# Equivalent bosons in a shell: SU(1,1) quasispin and the allowed $L$

$N$ identical bosons share the $2l+1$ states of one shell. We want the total angular momenta $L$ that occur, how often each occurs, and the energies under a two-body interaction. At each **Predict**, write down an answer before reading on.

## 1. Premises and conventions

1. The shell has $d=2l+1$ modes, $l\ge1$ an integer, with $[b_m,b^\dagger_{m'}]=\delta_{mm'}$, $[b_m,b_{m'}]=0$, $m=-l,\dots,l$.
2. States are polynomials in the $b^\dagger_m$ acting on a vacuum, so exchange symmetry is built in. The $N$-boson space $\mathcal H_N$ has dimension $D_N=\binom{N+2l}{2l}$.
3. Angular momentum is dimensionless (units of $\hbar$), with Condon-Shortley phases: $L_z=\sum_m m\,b^\dagger_mb_m$, $L_+=\sum_m\gamma_m b^\dagger_{m+1}b_m$, $\gamma_m=\sqrt{(l-m)(l+m+1)}$, $L_-=L_+^\dagger$.
4. For energies only: the Hamiltonian conserves $N$, commutes with $\mathbf L$, and holds at most two-body terms.

## 2. The pair operators

Define
$$K_+=\tfrac12\sum_m(-1)^m b^\dagger_mb^\dagger_{-m},\qquad K_-=K_+^\dagger,\qquad K_0=\tfrac12\left(\hat N+\tfrac d2\right).$$

**$K_\pm$ are scalars.** Each term of $K_+$ carries $M=0$, so $[L_z,K_+]=0$. Since $[b_m,K_+]=(-1)^mb^\dagger_{-m}$,
$$[L_+,K_+]=\sum_m(-1)^m\gamma_m\,b^\dagger_{m+1}b^\dagger_{-m}.$$
Relabel $m\to-m-1$. The factor $\gamma_m$ and the operator product are unchanged and the sign flips, so the sum equals its own negative and vanishes. Then $[L_-,K_+]=0$ as well, because $K_+|0\rangle$ has $M=0$ and is killed by $L_+$, so it has $L=0$. Adjoints give the same for $K_-$.

**Real modes.** For $m>0$ put $c^\dagger_m=[b^\dagger_m+(-1)^mb^\dagger_{-m}]/\sqrt2$ and $s^\dagger_m=[b^\dagger_m-(-1)^mb^\dagger_{-m}]/(i\sqrt2)$. The change is unitary, and $c^{\dagger2}_m+s^{\dagger2}_m=2(-1)^mb^\dagger_mb^\dagger_{-m}$. Calling $b_0,c_m,s_m$ collectively $a_1,\dots,a_d$,
$$K_+=\tfrac12\sum_{i=1}^d a_i^{\dagger2}.$$

**Predict.** For angular momentum $[J_-,J_+]=-2J_z$. What is the sign of $[K_-,K_+]$?

For one mode $[a^2,a^{\dagger2}]=(n+1)(n+2)-n(n-1)=4n+2$. Summing with the factor $\tfrac14$ gives $\hat N+d/2$. Also $K_\pm$ change $N$ by $\pm2$. Hence
$$[K_-,K_+]=2K_0,\qquad[K_0,K_\pm]=\pm K_\pm .$$
The sign is opposite to that of SU(2): this is the algebra of SU(1,1), called quasispin here. It follows that
$$\|K_+\psi\|^2=\|K_-\psi\|^2+2\langle\psi|K_0|\psi\rangle>0\quad(\psi\ne0).$$
A pair can always be added, so ladders have a bottom but no top.

## 3. Seniority and the value of $K_+K_-$

The orthogonal complement of the range of an operator is the kernel of its adjoint. So $\mathcal H_N=K_+\mathcal H_{N-2}\oplus\mathcal S_N$, where $\mathcal S_v$ holds the $v$-boson states with $K_-\psi=0$. Iterating,
$$\mathcal H_N=\bigoplus_{v=N,N-2,\dots}K_+^{(N-v)/2}\,\mathcal S_v ,$$
ending at $v=1$ or $0$. The seniority $v$ counts bosons not bound in $L=0$ pairs. As $K_+$ is one-to-one and scalar, it carries multiplets over with $L$ unchanged. Therefore $d_v=\dim\mathcal S_v=D_v-D_{v-2}$, and the $L$ content of $\mathcal S_v$ is that of $\mathcal H_v$ minus that of $\mathcal H_{v-2}$.

**Predict.** Which combination of $K_0^2$, $K_0$ and $K_+K_-$ is constant along a ladder?

Try $C=K_0^2-K_0-K_+K_-$. From $K_0K_+=K_+(K_0+1)$, $[K_0^2-K_0,K_+]=K_+[(K_0+1)K_0-K_0(K_0-1)]=2K_+K_0$. Also $[K_+K_-,K_+]=K_+[K_-,K_+]=2K_+K_0$. These cancel, so $[C,K_+]=0$. At the bottom of a ladder $K_-$ gives zero and $K_0=k=v/2+d/4$, so $C=k(k-1)$ on the whole ladder. Then $K_+K_-=K_0(K_0-1)-k(k-1)=(K_0-k)(K_0+k-1)$. With $K_0-k=(N-v)/2$ and $K_0+k-1=(N+v+d-2)/2$,
$$\boxed{K_+K_-=\tfrac14(N-v)(N+v+2l-1)}$$
This equals $\tfrac14[N(N+2l-1)-v(v+2l-1)]$, which falls strictly as $v$ rises, so the eigenvalue fixes $v$.

## 4. A counting tool

Let $\mu(N,L)$ be the number of multiplets $L$ in $\mathcal H_N$ and $G(t,x)=\sum\mu(N,L)\,t^Nx^L$. Count all states with weight $t^Nz^M$ in two ways. By occupation numbers, each mode gives a geometric series. By multiplets, each gives $\chi_L(z)=\sum_{M=-L}^Lz^M=(z^{L+1}-z^{-L})/(z-1)$. Equating,
$$\frac{zG(t,z)-G(t,1/z)}{z-1}=\prod_{m=-l}^{l}\frac1{1-tz^m}.\tag{A}$$
At each power of $t$ the sum over $L$ is finite, and the $\chi_L$ are linearly independent because their top powers differ. So a power series $G$ that satisfies (A) is the only one: a guess that passes is proved. By Section 3, $(1-t^2)G$ counts the multiplets of the $\mathcal S_v$.

## 5. The shell $l=1$

**Predict.** The state $b_1^{\dagger v}|0\rangle$ has $L=v$. Here $d_v=\binom{v+2}2-\binom v2=2v+1$. What else fits in $\mathcal S_v$?

Nothing. For $v\ge1$ each term of $K_-$ contains $b_0$ or $b_{-1}$, so $b_1^{\dagger v}|0\rangle$ lies in $\mathcal S_v$, and its multiplet fills all $2v+1$ places. Thus
$$L=v=N,\,N-2,\,\dots,\,1\text{ or }0,$$
each once. The tool agrees: $G=1/[(1-t^2)(1-tx)]$ satisfies (A), since $z(1-t/z)-(1-tz)=(z-1)(1+t)$ and $(1+t)/(1-t^2)=1/(1-t)$. The threefold $T_2$ stretch of the etching gas CF$_4$ is such a shell: its overtone has $L=0,2$, which the tetrahedral group resolves into $A_1$ and $E+T_2$.

## 6. The shell $l=2$

**Predict.** The top value is $L=2N$. Does $2N-1$ occur?

No. The only state with $M=2N-1$ is $b_2^{\dagger N-1}b_1^\dagger|0\rangle$, and the multiplet $L=2N$ needs it.

To guess $G$, count occupations and use $\mu(N,L)=n(M{=}L)-n(M{=}L{+}1)$. For $N=2$ the counts at $M=4,\dots,0$ are $1,1,2,2,3$, so $L=4,2,0$. For $N=3$ the counts at $M=6,\dots,0$ are $1,1,2,3,4,4,5$, so $L=6,4,3,2,0$. A product of polynomials that commute with $L_+$ also commutes with $L_+$, so look for building blocks. They are $b_2^\dagger$ (weight $tx^2$), then $K_+$ ($t^2$) and an $L=2$ pair ($t^2x^2$). Their products explain $L=6,4,2$ at $N=3$. The triples with $L=0$ ($t^3$) and $L=3$ ($t^3x^3$) are new. Five variables allow at most five independent polynomials, and commuting with $L_+$ is one condition, so expect four free blocks. Let the $L=3$ triple appear at most once:
$$G=\frac{1+t^3x^3}{(1-t^2)(1-t^3)(1-tx^2)(1-t^2x^2)}.$$

**Proof.** Cancel $1+tx$ to get $G=(1-tx+t^2x^2)/[(1-t^2)(1-t^3)(1-tx)(1-tx^2)]$. Clearing denominators in (A) requires
$$zA(z)-A(1/z)=(z-1)(1+t)(1-t^3),\quad A(z)=(1-tz+t^2z^2)(1-t/z)(1-t/z^2).$$
Expanding,
$$A=1-t(z+z^{-1}+z^{-2})+t^2(z^2+1+z^{-1}+z^{-3})-t^3(z+1+z^{-2})+t^4z^{-1}.$$
The coefficients of $t^0,\dots,t^4$ in $zA(z)-A(1/z)$ are $z-1,\ z-1,\ 0,\ 1-z,\ 1-z$, matching $(z-1)(1+t-t^3-t^4)$. So $G$ is exact.

**Predict.** Remove $1/(1-t^2)$. What does each remaining factor say about $v$ and $L$?

The factor $1/(1-t^3)$ supplies $n$ scalar triples, so $v=3n+\lambda$ with $n,\lambda\ge0$. The rest distributes $\lambda$ bosons over $p$ singles and $r$ pairs. Without the $L=3$ triple, $\lambda=p+2r$ and $L=2p+2r=2\lambda-2r$ with $0\le r\le\lambda/2$: every even $L$ from $\lambda$ to $2\lambda$. With it, $\lambda=3+p+2r$ and $L=2\lambda-3-2r$ with $0\le r\le(\lambda-3)/2$: every odd $L$ from $\lambda$ to $2\lambda-3$. Together,
$$\boxed{v=3n+\lambda,\qquad L=\lambda,\lambda+1,\dots,2\lambda-2,\,2\lambda}$$
that is, $\lambda\le L\le2\lambda$ without $2\lambda-1$, so $\lambda=0$ gives $L=0$ and $\lambda=1$ gives $L=2$.

| $v$ | $\lambda$: $L$ | $d_v$ |
|---|---|---|
| 0 | 0: 0 | 1 |
| 1 | 1: 2 | 5 |
| 2 | 2: 2, 4 | 14 |
| 3 | 3: 3, 4, 6; 0: 0 | 30 |
| 4 | 4: 4, 5, 6, 8; 1: 2 | 55 |
| 5 | 5: 5, 6, 7, 8, 10; 2: 2, 4 | 91 |
| 6 | 6: 6, 7, 8, 9, 10, 12; 3: 3, 4, 6; 0: 0 | 140 |

At $v=6$ the value $L=6$ appears twice, the first repeat. The label $n$ counts such repeats, but the derivation does not make it the eigenvalue of an operator.

## 7. Closed-form energies

Exchange multiplies a pair coupled to $J$ by $(-1)^J$, so only even $J\le2l$ occur. Let $P_J=\sum_{i<j}\Pi_J(ij)$, with $\Pi_J$ the projector of a pair on $J$. By Schur's lemma premise 4 gives $H=\varepsilon\hat N+\sum_Jg_JP_J$. Three combinations are known.

- The projectors add to one for each pair: $\sum_JP_J=N(N-1)/2$.
- From $\mathbf L^2=\sum_i\mathbf l_i^2+2\sum_{i<j}\mathbf l_i\cdot\mathbf l_j$: $\ \mathbf L^2-l(l+1)N=\sum_J[J(J+1)-2l(l+1)]P_J$.
- $K_+K_-$ is a two-body operator that acts only on the $J=0$ pair, where ($N=2$, $v=0$) it equals $d/2$. So $P_0=2K_+K_-/d$.

**Predict.** For which $l$ do these determine all $P_J$?

There are $l+1$ channels, so for $l\le2$.

For $l=1$ there is one relation to spare. From $\mathbf L^2-2N=-4P_0+2P_2=N(N-1)-6P_0$ follows $\mathbf L^2=N(N+1)-4K_+K_-=v(v+1)$, which proves $L=v$ again. Writing $g_0=c_0-2c_1$ and $g_2=c_0+c_1$,
$$E=\varepsilon N+\tfrac{c_0}2N(N-1)+\tfrac{c_1}2[L(L+1)-2N].$$
For spin-1 atoms that all occupy one spatial orbital $\phi$, $L$ is the total spin $F$, and each $c$ is a contact coupling times $\int|\phi|^4d^3r$.

For $l=2$, $\mathbf L^2-6N=-12P_0-6P_2+8P_4$ and $P_0=(N-v)(N+v+3)/10$. Then
$$E=\varepsilon N+\tfrac{c_0}2N(N-1)+\tfrac{c_1}2[L(L+1)-6N]+\tfrac{c_2}{10}(N-v)(N+v+3),\tag{B}$$
with $g_4=c_0+4c_1$, $g_2=c_0-3c_1$, $g_0=c_0-6c_1+c_2$, or inverted
$$c_0=\tfrac17(4g_2+3g_4),\quad c_1=\tfrac17(g_4-g_2),\quad c_2=\tfrac17(7g_0-10g_2+3g_4).$$
The energy does not depend on $n$.

## 8. The $H_g$ quanta of C$_{60}$

The five coordinates of an $H_g$ mode transform under the icosahedral rotations like the $l=2$ functions, that is like a traceless symmetric tensor $Q$. Its quanta obey premises 1 to 3 exactly, so the counting holds as it stands. Here $\mathbf L$ rotates $Q$ within the five-dimensional mode space. It is a label and not a conserved angular momentum, since only 60 rotations are symmetries.

Each $L$ is reduced with $\chi_L=\sin[(L+\frac12)\theta]/\sin(\theta/2)$ and the character table, where $\tau=(1+\sqrt5)/2$ and $T_1$ is the vector:

| | $E$ | $12C_5$ | $12C_5^2$ | $20C_3$ | $15C_2$ |
|---|---|---|---|---|---|
| $A$ | 1 | 1 | 1 | 1 | 1 |
| $T_1$ | 3 | $\tau$ | $1-\tau$ | 0 | $-1$ |
| $T_2$ | 3 | $1-\tau$ | $\tau$ | 0 | $-1$ |
| $G$ | 4 | $-1$ | $-1$ | 1 | 0 |
| $H$ | 5 | 0 | 0 | $-1$ | 1 |

The result is $0\to A$, $2\to H$, $3\to T_2+G$, $4\to G+H$, $5\to T_1+T_2+H$, $6\to A+T_1+G+H$, $8\to T_2+G+2H$, all even under inversion. So $N=2$ (15 states) is $A_g+G_g+2H_g$, and $N=3$ (35 states) is $2A_g+T_{1g}+T_{2g}+3G_g+3H_g$.

**Where the couplings come from.** Use dimensionless coordinates $q_i=(a_i+a_i^\dagger)/\sqrt2$. Quartic potential terms act within a shell of fixed $N$ in first order. Cubic terms change $N$ by one or three and act in second order, where the commutator of two cubics is a quartic. Both give at most two-body terms. Polynomials of degree $N$ in $q$ transform like $\mathcal H_N$.

**Predict.** From the table of Section 6, how many quartic potentials are invariant under all rotations, and how many under the icosahedral group?

$N=4$ has $v=4,2,0$, so $L=0,2,2,4,4,5,6,8$. One is a scalar, namely $\rho^4$ with $\rho^2=\sum q_i^2$. The species $A$ occurs in $L=0$ and $L=6$, so the icosahedron allows one more, of rank 6.

The scalar is solved by quasispin. Since $\rho^2=K_++K_-+2K_0$, the $N$-conserving part of $\rho^4$ is $4K_0^2+K_+K_-+K_-K_+=2K_0(2K_0+1)+2K_+K_-$, or
$$\langle\rho^4\rangle=(N+\tfrac52)(N+\tfrac72)+\tfrac12(N-v)(N+v+3).$$
As $N^2+6N=N(N-1)+7N$, a term $\beta\rho^4$ adds $7\beta$ to $\varepsilon$ and gives $c_0=2\beta$, $c_1=0$, $c_2=5\beta$, that is $g_2=g_4=2\beta$ and $g_0=7\beta$. It splits by $v$ only, and $c_1$ must come from elsewhere, such as cubic terms in second order.

**The rank-6 term.** Let $u_\alpha\propto\mathbf n_\alpha^TQ\,\mathbf n_\alpha$ be the stretch along fivefold axis $\alpha=1,\dots,6$, written $u_\alpha=\mathbf e_\alpha\cdot\mathbf q$. Two axes have $\cos^2\theta=\frac15$. By the addition theorem the cosine between two $\mathbf e$ is the second Legendre polynomial, $\frac12(\frac35-1)=-\frac15$. Normalise $|\mathbf e_\alpha|^2=\frac56$, so $\mathbf e_\alpha\cdot\mathbf e_{\alpha'}=\delta_{\alpha\alpha'}-\frac16$. The rotational average of $\sum u_\alpha^4$ is a multiple of $\rho^4$, fixed by averaging over the unit sphere in five dimensions, where $\langle q_1^4\rangle=3/[d(d+2)]=\frac3{35}$. This gives $6\cdot\frac{25}{36}\cdot\frac3{35}=\frac5{14}$. Hence
$$W=\sum_\alpha u_\alpha^4-\tfrac5{14}\rho^4$$
is pure rank 6. It does not shift or couple the $N=0$ and $N=1$ levels within their shells, where ranks above 4 vanish.

With $u_\alpha=(B_\alpha+B^\dagger_\alpha)/\sqrt2$, $B_\alpha=\mathbf e_\alpha\cdot\mathbf a$, the two-body part of $u^4_\alpha$ is $\frac64B^{\dagger2}_\alpha B^2_\alpha$. On $N=2$ the sum is $\frac32\sum_\alpha|\alpha\rangle\langle\alpha|$ with $|\alpha\rangle=B^{\dagger2}_\alpha|0\rangle$. Its nonzero eigenvalues are $\frac32$ times those of the overlap matrix $2(\mathbf e_\alpha\cdot\mathbf e_{\alpha'})^2=\frac1{18}(24\,\delta_{\alpha\alpha'}+1)$, which are $\frac53$ once and $\frac43$ five times. So the eigenvalues are $\frac52$ for $A$, $2$ for one $H$, and $0$ for the other nine states, $G+H$. Subtracting $\frac5{14}(7,2,2)$ leaves for $W$: $0$ on $A$, $-\frac57$ on $G$, and $\frac97,-\frac57$ on the two $H$.

**Predict.** In the basis $H(L{=}2)$, $H(L{=}4)$, one element of $W$ vanishes by the triangle rule. Find the matrix.

Rank 6 cannot connect $L=2$ with $L=2$. The trace $\frac47$ then fixes the other diagonal element, and the determinant $-\frac{45}{49}$ fixes the coupling. With $\eta W$ added to (B), the $N=2$ shifts from $2\varepsilon$ are
$$A_g:\ g_0,\qquad G_g:\ g_4-\tfrac57\eta,\qquad H_g:\ \begin{pmatrix}g_2&\frac{3\sqrt5}7\eta\\[2pt]\frac{3\sqrt5}7\eta&g_4+\frac47\eta\end{pmatrix},$$
where the sign of the coupling is a phase choice.

## 9. Range of validity

- **Exact:** the algebra, $K_+K_-$, the allowed $L$ and the icosahedral species. They need only premises 1 to 3.
- **Formula (B)** needs premise 4. It is exact for a rotationally invariant two-body Hamiltonian with $l=2$, and has no general analogue for $l\ge3$. For atoms it also needs a single spatial orbital.
- **Icosahedral terms.** $A+G+2H$ allows five real two-body parameters (one, one, and three for the symmetric $2\times2$ block) against three in (B). No small parameter suppresses the extra two. The term $\eta W$ is one of them, and in first order it splits $L=4$ by $\frac97\eta$. Then only $N$ and the species are good labels.
- **Number conservation** fails when a state of another mode with the same species lies closer than its coupling. Three-body terms are smaller than two-body ones by about $N|g|/\varepsilon$.
- **One $^{13}$C atom** lowers the symmetry. In first order the five frequencies shift by the eigenvalues of $-\frac12\nu_0\,(\delta m/m)\,\mathbf w_i\cdot\mathbf w_j$, with $\mathbf w_i$ the normalised displacement of that atom in component $i$. All 60 atoms are equivalent, so the trace is $-\frac12\nu_0\cdot\frac1{12}\cdot\frac5{60}$. The matrix has rank at most three, so two components stay put and the largest shift lies between a third of the trace and all of it.
- **Rotation.** A free molecule has the Coriolis term $-2hB\zeta\,\mathbf J\cdot\mathbf L$, now with $\mathbf J$ the total angular momentum of the molecule. A quantum carries at most $\hbar$ of vibrational angular momentum while $L_z$ reaches 2, so $|\zeta|\le\frac12$ and adjacent components are at most $hBJ$ apart. In a solid, the crystal field and dispersion enter instead.

## 10. Numerical illustration

Take the lowest $H_g$ mode with the typical wavenumber $2.73\times10^4\ \mathrm{m^{-1}}$ as input. Then $\nu_0=\varepsilon/h=8.18$ THz and $\varepsilon=5.42\times10^{-21}$ J. At 300 K, $y=e^{-\varepsilon/k_BT}=0.270$, and the harmonic weights $\binom{N+4}4y^N(1-y)^5$ are $0.21,\ 0.28,\ 0.23,\ 0.14$ for $N=0$ to $3$. The degeneracy makes the multi-quantum shells well populated.

Assume for illustration $g_0/h=-72$, $g_2/h=-40$, $g_4/h=-12$ GHz. These are not properties of the molecule. They give $c_0/h=-28$, $c_1/h=4$, $c_2/h=-20$ GHz.

**Predict.** Which $N=3$ level lies lowest, the $L=0$ triple or the paired state $v=1$?

From (B), $(E-3\varepsilon)/h=-84+2[L(L+1)-18]-2(3-v)(6+v)$ in GHz:

| $v$ | $L$ | species | shift / GHz |
|---|---|---|---|
| 1 | 2 | $H_g$ | $-136$ |
| 3 | 0 | $A_g$ | $-120$ |
| 3 | 3 | $T_{2g}+G_g$ | $-96$ |
| 3 | 4 | $G_g+H_g$ | $-80$ |
| 3 | 6 | $A_g+T_{1g}+G_g+H_g$ | $-36$ |

The paired state is lowest. At $v=3$ the value $L=2$ would give $-108$ GHz, and the pair term adds $-28$ GHz.

Now size the icosahedral term at $N=2$ with an assumed $\eta/h=28$ GHz, equal to $|c_0|/h$. The $A_g$ level stays at $-72$ GHz and $G_g$ moves to $-32$ GHz. The $H_g$ block has diagonal $-40$ and $4$ and coupling $27$ GHz, with eigenvalues $-18\mp\sqrt{22^2+720}$, that is $-53$ and $17$ GHz. The lower one holds a fraction $0.18$ of $L=4$. The first-order splitting $\frac97\eta/h=36$ GHz exceeds the interval $(g_4-g_2)/h=28$ GHz that (B) describes.

The other terms compare as follows. Three-body terms are of relative size $|c_0|/\varepsilon=0.003$ per quantum. The $A_g$ breathing mode, typically near $4.96\times10^4\ \mathrm{m^{-1}}$, lies $1.5$ THz below the overtone, so it only renormalises $g_0$ if its coupling is well below that gap. One $^{13}$C atom gives a summed shift of $-28$ GHz and a largest shift of at least $9.5$ GHz in size. With an approximate abundance of $0.011$, only a fraction $0.989^{60}=0.515$ of molecules has none. A radius of about $0.355$ nm and a mass of 720 u give $I=\frac23MR^2=1.00\times10^{-43}\ \mathrm{kg\,m^2}$ and $B=h/8\pi^2I=84$ MHz. At a rotational temperature of 300 K, $J_{\rm rms}=\sqrt{3k_BT/2hB}=3.3\times10^2$, and the Coriolis spacing can reach $BJ=28$ GHz. The isotope and Coriolis terms therefore rival the intervals of (B).

The model's overtone runs from $-72$ to $17$ GHz, a spread of $89$ GHz or $0.5$ per cent of $2\nu_0=16.4$ THz. The scale of the couplings was chosen to reproduce the typical behaviour of the stiff cage, whose overtones lie within roughly one per cent of the harmonic sums. The order and spacing of the four levels are the model's. What belongs to $^{12}$C$_{60}$ itself is the content $A_g+G_g+2H_g$, which follows from $L=0,2,4$.